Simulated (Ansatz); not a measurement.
**A ladder of methods for C3H9Sb (SMILES C[Sb](C)C)**

C3H9Sb: 13 atoms, total charge 0, spin state singlet. As SMILES, `C[Sb](C)C`. Geometry: relaxed at PBE0-D4/def2-TZVP.

```xyz
13

C    -0.6271    1.6136   -0.5968
Sb    0.6526   -0.0785   -0.9867
C     1.5480   -0.0747    0.9757
C    -0.8467   -1.5479   -0.4910
H    -0.0315    2.5271   -0.5727
H    -1.1334    1.4861    0.3612
H    -1.3703    1.7029   -1.3901
H     0.7729    0.0022    1.7397
H     2.1124   -0.9961    1.1241
H     2.2309    0.7709    1.0663
H    -0.3828   -2.5311   -0.4027
H    -1.5983   -1.5868   -1.2805
H    -1.3268   -1.2877    0.4535
```

Quantity: the energy change with the Sb2–C4 bond stretched from 2.157 to 2.481 Å, in eV. The values are calculated.

| level | kind | program | value (eV) |
| --- | --- | --- | --- |
| HF/def2-SVP (core potential) (restricted) | Hartree–Fock | Ansatz | 0.45 |
| SVWN5/def2-SVP (core potential) (restricted) | LDA | Ansatz | 0.44 |
| BLYP/def2-SVP (core potential) (restricted) | GGA | Ansatz | 0.22 |
| r2SCAN/def2-SVP (core potential) (restricted) | meta-GGA | Ansatz | 0.38 |
| B3LYP/def2-SVP (core potential) (restricted) | global hybrid | Ansatz | 0.33 |
| wB97M-V/def2-SVP (core potential) (restricted) | range-separated hybrid | Ansatz | 0.47 |
| B2PLYP/def2-SVP (core potential) (restricted) | double hybrid | Ansatz | 0.38 |
| RPA@PBE/def2-SVP (core potential) (restricted) | RPA | Ansatz | 0.34 |

The first shape isn't each level's own minimum. The values span 0.22 to 0.47 eV.

Every level makes stretching the Sb–C bond uphill, but the cost ranges from 0.22 eV with BLYP to 0.47 eV with wB97M-V. The modest cost fits a σ bond between a diffuse antimony 5p orbital and a compact carbon hybrid. Their overlap is weaker than in the lighter group 15 trimethyls, while antimony's lone pair keeps much 5s character and takes little part in the bonding.

The values don't rise or fall steadily up the ladder. LDA, at 0.44 eV, lies almost on top of Hartree–Fock at 0.45 eV, although the two treat exchange and correlation very differently, so their agreement is no sign of accuracy. BLYP stands apart from the rest, probably because it favours longer bonds to heavy main-group atoms and so meets less resistance over this interval. r2SCAN and B2PLYP coincide at 0.38 eV, with RPA and B3LYP slightly below. The calculation supports a fairly soft bond, but a partial stretch doesn't establish the energy needed to release a methyl radical.
